# Reverse field emission through a Schottky barrier at low temperature

## 1. Premises and conventions

Metal at $x<0$, n-type semiconductor at $x>0$. Energies are counted from the metal Fermi level. $V_R>0$ is the reverse bias, so the Fermi level of the neutral semiconductor lies at $-qV_R$. $J_R>0$ is the magnitude of the net current density, carried by electrons going from metal to semiconductor. $q>0$, $k$ is Boltzmann's constant, $\phi=E_c(0)$ is the barrier height as an energy, and $\xi=E_F-E_c$ in the neutral bulk ($\xi>0$ when degenerate).

- P1. Planar, laterally uniform, abrupt contact; $\phi$ is independent of bias.
- P2. Ionised donors form a uniform charge $qN$; static permittivity $\varepsilon_s$; no hole charge.
- P3. One isotropic parabolic valley at $\Gamma$ with mass $m^*$, continued into the gap.
- P4. Elastic tunnelling that conserves $E$ and $\mathbf k_\parallel$; the metal has propagating states at every $\mathbf k_\parallel$ that matters.
- P5. WKB transmission $D=e^{-b}$ with unit prefactor; $D=1$ above the barrier.
- P6. No image force, no multiplication, no series resistance.

Section 7 sizes the main departures.

## 2. Barrier profile

Let $U(x)=E_c(x)-E_c(\infty)$, so $U(0)=\phi+qV_R+\xi$. Poisson's equation reads
$$U''=\frac{q^2}{\varepsilon_s}\,[N-n(U)].$$
The current is small, so $n$ follows the bulk Fermi level and depends on $x$ only through $U$. Multiply by $U'$ and integrate from the bulk, where $U=U'=0$:
$$\tfrac12U'^2=\frac{q^2}{\varepsilon_s}\Big[NU-\int_0^U n\,dU_1\Big].$$
For $U\gg|\xi|,kT$ the integral has saturated. Since $n=\partial P/\partial\mu$, its limit is the pressure $P$ of the bulk electron gas: $P/N=kT$ for a non-degenerate gas, and $P/N=\int_0^\xi(1-U/\xi)^{3/2}dU=2\xi/5$ for a degenerate gas at $T=0$. With $w=U-P/N$,
$$w'=-\sqrt{2q^2N w/\varepsilon_s},\qquad w(x)=E_b\,(1-x/W)^2, \tag{1}$$
$$E_b=\phi+qV_R+\delta,\qquad \delta=\xi-P/N,\qquad W=\sqrt{2\varepsilon_sE_b/q^2N}.$$
The depleted part of the barrier is a parabola. The carrier tail only shifts $E_b$ by $\delta=\xi-kT$ (non-degenerate) or $\delta=3\xi/5$ (degenerate, $T=0$). The field at the interface is
$$qF=-w'(0)=\sqrt{2q^2NE_b/\varepsilon_s}=2E_b/W. \tag{2}$$

## 3. Current integral

Each transverse channel carries $(2q/h)\,dE\,D\,(f_m-f_s)$, the 2 being spin. Per unit area,
$$J_R=\frac{2q}{h}\int dE\,[f(E)-f(E+qV_R)]\int\frac{d^2k_\parallel}{(2\pi)^2}\,D(E,k_\parallel),\qquad f(E)=\frac{1}{1+e^{E/kT}}.$$
By P3 the decay constant in the barrier obeys $\hbar^2\kappa^2/2m^*=E_c(x)-E_x$, with $E_x=E-E_t$ and $E_t=\hbar^2k_\parallel^2/2m^*$. Hence $D=D(E_x)$. The transverse measure is $d^2k_\parallel/(2\pi)^2=(2\pi m^*/h^2)\,dE_t$. The mass here is the semiconductor mass, because it fixes how fast $D$ falls with $k_\parallel$; the metal mass never enters. A final state exists if $E_x>E_c(\infty)=-(qV_R+\xi)$. Change variables from $(E,E_t)$ to $(E,E_x)$, with unit Jacobian and $E\ge E_x$, and use $\int_{E_x}^\infty f\,dE=kT\ln(1+e^{-E_x/kT})$:
$$J_R=\frac{A^*}{k^2}\int_{-(qV_R+\xi)}^{\infty}dE_x\,D(E_x)\,kT\ln\frac{1+e^{-E_x/kT}}{1+e^{-(E_x+qV_R)/kT}},\qquad A^*=\frac{4\pi q m^*k^2}{h^3}. \tag{3}$$

## 4. WKB exponent

The depth below the band edge is $E_c(x)-E_x=\phi-(E_b-w)-E_x=w-w_0$, with $w_0=E_b-\phi+E_x$. The outer turning point is $w=w_0$. For $E_x$ near zero, $w_0\approx qV_R$, so the whole tunnelling path lies in the parabolic part if $qV_R\gg|\xi|,kT$. Use (1) to replace $dx$ by $dw$:
$$b(E_x)=2\int\kappa\,dx=\frac{1}{E_{00}}\int_{w_0}^{E_b}\sqrt{\frac{w-w_0}{w}}\,dw,\qquad E_{00}=\frac{q\hbar}{2}\sqrt{\frac{N}{m^*\varepsilon_s}}.$$
The constant follows from $(2\sqrt{2m^*}/\hbar)\sqrt{\varepsilon_s/2q^2N}=1/E_{00}$. An antiderivative is $\sqrt{w(w-w_0)}-w_0\,\mathrm{artanh}\sqrt{(w-w_0)/w}$, which vanishes at $w_0$. With $y^2=(\phi-E_x)/E_b$, so that $w_0=E_b(1-y^2)$,
$$b=\frac{E_b}{E_{00}}\big[y-(1-y^2)\,\mathrm{artanh}\,y\big]=\frac{E_b}{E_{00}}\Big[\tfrac23y^3+\tfrac2{15}y^5+\tfrac2{35}y^7+\dots\Big]. \tag{4}$$
Differentiate, using $dy/dE_x=-1/(2E_by)$:
$$-b'=\frac{\mathrm{artanh}\,y}{E_{00}},\qquad b''=\frac{1}{2E_{00}E_b\,y(1-y^2)}>0. \tag{5}$$

**Expansion about the Fermi level.** From here $y$ means its value at $E_x=0$, $y^2=\phi/E_b$. Then
$$D=\exp(-b_0+cE_x-gE_x^2+\dots),\qquad b_0=b(0),\quad c=-b'(0),\quad g=\tfrac12b''(0).$$
$b$ is convex, and $b$ and $b'$ both vanish at the barrier top, so the continuation $b=0$ above it keeps $b$ convex. A convex function lies above its tangent. Therefore $D\le e^{-b_0+cE_x}$ at every energy: the linearised exponent gives an upper bound on the metal-side current, thermionic part included.

**Triangular limit.** For $y^2\ll1$ keep the first term of (4) and (5):
$$b_0=\frac{2\phi^{3/2}}{3E_{00}E_b^{1/2}},\qquad c=\frac{1}{E_{00}}\sqrt{\frac{\phi}{E_b}}=\frac{3b_0}{2\phi},\qquad g=\frac{c}{4\phi},\qquad \frac{g}{c^2}=\frac{1}{6b_0}. \tag{6}$$
Physically, the path length $\phi/qF=Wy^2/2$ is short against $W$, so the field along it stays close to $F$.

## 5. Energy integral

Put $D=e^{-b_0+cE_x}$ in (3) and define
$$G(c)=\int_{-\infty}^{\infty}e^{cE}\,kT\ln(1+e^{-E/kT})\,dE.$$
Two terms are dropped.

(i) Back-flow from the semiconductor. Shifting $E_x\to E_x-qV_R$ turns the denominator term into at most $e^{-cqV_R}G$.

(ii) The lower limit. With $U_0=qV_R+\xi\gg kT$ the supply function below $-U_0$ is $-E$, and $\int_{-\infty}^{-U_0}(-E)e^{cE}dE=(1+cU_0)e^{-cU_0}/c^2$, against $G\ge1/c^2$.

Both vanish for $cqV_R\gg1$. To evaluate $G$, set $p=ckT$. The integrand falls as $e^{cE}$ for $E\to-\infty$ and as $e^{(c-1/kT)E}$ for $E\to+\infty$, so convergence needs $0<p<1$. Integrate by parts; the boundary terms vanish and the derivative of the supply function is $-f$. Then substitute $t=e^{E/kT}$:
$$G=\frac1c\int e^{cE}f(E)\,dE=\frac{kT}{c}\int_0^\infty\frac{t^{p-1}}{1+t}\,dt=\frac{kT}{c}\,\Gamma(p)\Gamma(1-p)=\frac{1}{c^2}\,\frac{\pi p}{\sin\pi p}. \tag{7}$$
The last two steps are the beta integral and the reflection formula. For the parabolic barrier, with $b_0$ from (4) and $c$ from (5),
$$J_R=\frac{A^*}{(kc)^2}\,e^{-b_0}\,\frac{\pi ckT}{\sin\pi ckT}. \tag{8}$$

**Size of the quadratic term.** To first order in $g$, (8) is multiplied by $1-g\langle E^2\rangle$, with $\langle E^2\rangle=G''/G$. With $s=\pi p$, $\ln G=\text{const}-\ln c-\ln\sin s$, which gives
$$c^2\langle E^2\rangle=(1+s\cot s)^2+1+\frac{s^2}{\sin^2s}. \tag{9}$$
At $T=0$ this is 6, and by (6) the relative correction is $-1/b_0$. As $p\to1$ it tends to $2p^2/(1-p)^2$, so $g\langle E^2\rangle\ll1$ requires $1-ckT\gg kT\sqrt{2g}$. Beyond that, emission moves up the barrier and becomes thermionic-field emission.

## 6. Result

Insert (6) in (8) and drop $\delta$:
$$\boxed{J_R=A^*\Big(\frac{E_{00}}{k}\Big)^2\frac{\phi+qV_R}{\phi}\,\exp\Big[-\frac{2\phi^{3/2}}{3E_{00}(\phi+qV_R)^{1/2}}\Big]\,\frac{\pi ckT}{\sin\pi ckT}},\qquad c=\frac1{E_{00}}\sqrt{\frac{\phi}{\phi+qV_R}}. \tag{10}$$
This is the reverse field-emission law of Padovani and Stratton (1966).

**Fowler–Nordheim form.** From (2), $\sqrt{2m^*}/\hbar qF=1/(2E_{00}E_b^{1/2})$. Then $c=2\sqrt{2m^*\phi}/\hbar qF$, and at $T=0$
$$J_R=\frac{q^3F^2}{8\pi h\phi}\exp\Big[-\frac{4\sqrt{2m^*}\,\phi^{3/2}}{3\hbar qF}\Big]. \tag{11}$$
Equation (10) is the Fowler–Nordheim law in the interface field of the depletion layer. The mass cancels in the prefactor: $A^*\propto m^*$, $c^2\propto m^*$, and $A^*(E_{00}/k)^2=q^3N/4\pi h\varepsilon_s$. At low $T$ a plot of $\ln[J_R/(\phi+qV_R)]$ against $(\phi+qV_R)^{-1/2}$ is a line of slope $-2\phi^{3/2}/3E_{00}$. The leading temperature dependence is $1+(\pi ckT)^2/6$.

## 7. Range of validity

An approximation in the exponent is harmless only if the absolute change $\Delta b$ is small against 1, since $J_R\propto e^{-\Delta b}$. A small ratio $\Delta b/b_0$ secures $\ln J_R$ alone.

1. **Tunnelling regime.** $b_0\gg1$ (WKB, and the $-1/b_0$ term), $cqV_R\gg1$, $1-ckT\gg kT\sqrt{2g}$.
2. **Carrier tail.** Restoring $\delta$ gives $\Delta b_\delta=-b_0\delta/2E_b$. The condition is $|\delta|\ll2E_b/b_0$, stronger than $qV_R\gg|\xi|,kT$.
3. **Band curvature.** From (4), $\Delta b_{\rm par}=b_0(y^2/5+3y^4/35+\dots)>0$, and the prefactor gains $(y/\mathrm{artanh}\,y)^2$. The leading term is small only if
$$\phi+qV_R\gg\phi\,(2\phi/15E_{00})^{2/3}.$$
For $\phi\gg E_{00}$ this demands $qV_R$ of many $\phi$. Bias large against $\xi$ and $kT$ is not enough for (10); it is enough for (8), once item 1 holds.
4. **Image force.** The barrier becomes $\phi-qFx-q^2/16\pi\varepsilon_ix$. With $x=\sigma\phi/qF$,
$$\frac{b}{b_0}=v=\frac32\int_{\sigma_-}^{\sigma_+}\sqrt{1-\sigma-\frac{\ell}{4\sigma}}\;d\sigma,\quad \ell=\Big(\frac{\Delta\phi}{\phi}\Big)^2,\quad \Delta\phi=\sqrt{\frac{q^3F}{4\pi\varepsilon_i}},\quad \sigma_\pm=\tfrac12(1\pm\sqrt{1-\ell}).$$
The time under the barrier is $\tau=\int m^*dx/\hbar\kappa=\sqrt{2m^*\phi}/qF=\hbar c/2$. For $\omega_{LO}\tau<1$ the ions lag and $\varepsilon_i\approx\varepsilon_\infty$. $\Delta b_{\rm im}=(v-1)b_0<0$.
5. **Dispersion in the gap.** A symmetric two-band model, $(E-E_c)(E-E_v)=E_g\hbar^2k^2/2m^*$, gives at depth $\eta$ below $E_c$ and $k_\parallel=0$ the relation $\hbar^2\kappa^2/2m^*=\eta(1-\eta/E_g)$. In a uniform field
$$\frac{b}{b_0}=\rho=\frac32\int_0^1\sqrt{\sigma(1-r\sigma)}\,d\sigma=1-\tfrac3{10}r-\tfrac{3}{56}r^2-\dots,\qquad r=\phi/E_g.$$
P3 needs $0.3\,b_0\phi/E_g\ll1$. $\rho$ does not depend on bias, so the straight plot survives with its slope scaled by $\rho$.
6. **Competing channels.** Band-to-band tunnelling crosses the whole gap. The same integral over $0<\eta<E_g$ uses $\int_0^1\sqrt{\sigma(1-\sigma)}\,d\sigma=\pi/8$ and gives $b_{BB}=\pi E_g^{3/2}/8E_{00}E_b^{1/2}$, to be set against $\rho b_0$. Impact ionisation by the injected electrons becomes energetically possible once $qV_R$ exceeds $E_g$ by a margin that depends on the band masses; it multiplies $J_R$ and ends the regime at breakdown.
7. **Uniformity.** P2 needs many donors within a path length, $N^{-1/3}\ll\phi/qF$. A shift $\Delta U$ of the whole barrier changes $b$ by $c\,\Delta U$, so donor fluctuations, low-barrier patches and edge fields enter exponentially.
8. **Prefactor.** P5 omits a wave-matching factor of order one. P4 fails where the metal has a projected gap at small $k_\parallel$, as Au has at the Fermi level on the (111) face; scattering at a polycrystalline contact relaxes this.

## 8. Illustration: Au/n-ZnSe, $N=10^{18}$ cm$^{-3}$

Compiled values for ZnSe: $m^*=0.13\,m_e$ (Karazhanov 2005), $\varepsilon_s=9.1\,\varepsilon_0$ (Palmer 2008), $\varepsilon_\infty=5.9\,\varepsilon_0$ (Rakita 2019), $E_g=2.71$ eV (Skelton 2020), LO frequency 252 cm$^{-1}$ (Talwar 2016). The permittivities and the gap are 300 K values, used unchanged at all temperatures. Assumed: $\phi=1.4$ eV, a typical Au/n-ZnSe barrier, held constant.

Derived quantities:

- $E_{00}=17.07$ meV, $E_{00}/k=198$ K.
- $A^*=15.6$ A cm$^{-2}$ K$^{-2}$, $A^*(E_{00}/k)^2=6.13\times10^5$ A cm$^{-2}$.
- Donor radius $a_B=a_0(\varepsilon_s/\varepsilon_0)(m_e/m^*)=3.70$ nm, $N^{1/3}a_B=0.37$. This exceeds the typical Mott value of about 0.26, so freeze-out is not expected.
- $\xi=\hbar^2(3\pi^2N)^{2/3}/2m^*=28$ meV and $\delta=3\xi/5=17$ meV at $T=0$.
- Slope of the emission plot: $-64.7$ eV$^{1/2}$.

Equation (10), with $E_b=\phi+qV_R$:

| | $V_R=5$ V | $V_R=10$ V |
|---|---|---|
| $F$ (MV/cm) | 1.60 | 2.13 |
| $W$ (nm) | 80 | 107 |
| $\phi/qF$ (nm) | 8.8 | 6.6 |
| $y^2$ | 0.219 | 0.123 |
| $b_0$ | 25.57 | 19.16 |
| $c$ (eV$^{-1}$) | 27.4 | 20.5 |
| prefactor ($10^6$ A/cm$^2$) | 2.80 | 4.99 |
| $J_R(0\ \mathrm K)$ (A/cm$^2$) | $2.2\times10^{-5}$ | $2.4\times10^{-2}$ |
| $ckT$, 77 K | 0.182 | 0.136 |
| $\pi ckT/\sin\pi ckT$, 77 K | 1.06 | 1.03 |
| $ckT$, 300 K | 0.708 | 0.531 |
| $\pi ckT/\sin\pi ckT$, 300 K | 2.80 | 1.68 |

Item 1 holds. At 5 V, $cqV_R=137$, and the quadratic term $g\langle E^2\rangle$ from (9) is 0.04 at 0 K and 0.06 at 300 K. The model current is field emission up to room temperature.

Changes of the exponent, each evaluated alone. At 5 V, $\hbar\omega_{LO}=31.2$ meV gives $\omega_{LO}\tau=0.43$, so $\varepsilon_i=\varepsilon_\infty$ is used. $r=0.517$ gives $\rho=0.827$.

| | $V_R=5$ V | $V_R=10$ V |
|---|---|---|
| $\Delta b_\delta$ | $-0.03$ | $-0.01$ |
| $\Delta b_{\rm par}$, full form of (4) | 1.24 | 0.50 |
| $(y/\mathrm{artanh}\,y)^2$ | 0.85 | 0.92 |
| $\Delta\phi$ (eV) | 0.197 | 0.228 |
| $v$ | 0.966 | 0.956 |
| $\Delta b_{\rm im}$ | $-0.87$ | $-0.84$ |
| $(\rho-1)b_0$ | $-4.43$ | $-3.32$ |
| sum of the four $\Delta b$ | $-4.1$ | $-3.7$ |
| $\rho b_0$ | 21.1 | 15.8 |
| $b_{BB}$ | 40.6 | 30.4 |

Reading the table:

- The carrier tail is negligible. Band-to-band tunnelling has about twice the exponent of emission and is negligible too.
- The curvature criterion asks for $\phi+qV_R\gg6.9$ eV. Neither column meets it well; at 5 V the triangular form overestimates the parabolic current by more than a factor $e$. The image force nearly cancels this by accident.
- The gap dispersion dominates, because the Fermi level enters ZnSe near midgap. The summed shifts raise the current by 1.8 decades at 5 V and 1.6 decades at 10 V. Cross terms and the change of prefactor are left out, and the two-band model is itself crude at midgap, so only the decade is meaningful.
- $N^{-1/3}=10$ nm exceeds the path length. One donor at 5 nm shifts the potential by $q^2/4\pi\varepsilon_sd=32$ meV before screening by the metal, and $c\,\Delta U=0.87$ at 5 V. Local changes of $b$ of order one are expected; the average of an exponential favours the strong-field spots.
- Both biases exceed $E_g/q$. Multiplication is not evaluated; it raises the current, more so at 10 V, where approach to avalanche breakdown has to be checked separately.
- At fixed bias $\partial b_0/\partial\phi=c-b_0/2E_b=25.4$ eV$^{-1}$ at 5 V. The thermal factor at 77 K equals a barrier change of only 2 meV. Any drift of $\phi$ with temperature rivals or hides it.

The currents in the first table are the model's, not the diode's. Barriers of Au on n-ZnSe typically scatter by about $\pm0.1$ eV with surface preparation, which alone moves $b_0$ by $\pm2.5$ and the 5 V current by a factor of 13 either way. For a fixed barrier, (10) is expected to fall short of a real diode by one to two decades from the corrections above, and typically by more where edge, patch or trap-assisted leakage adds. What (10) does secure here is the functional form: $\ln[J_R/(\phi+qV_R)]$ nearly linear in $(\phi+qV_R)^{-1/2}$, a rise of three decades between 5 and 10 V, and an explicit temperature dependence of a few per cent at 77 K.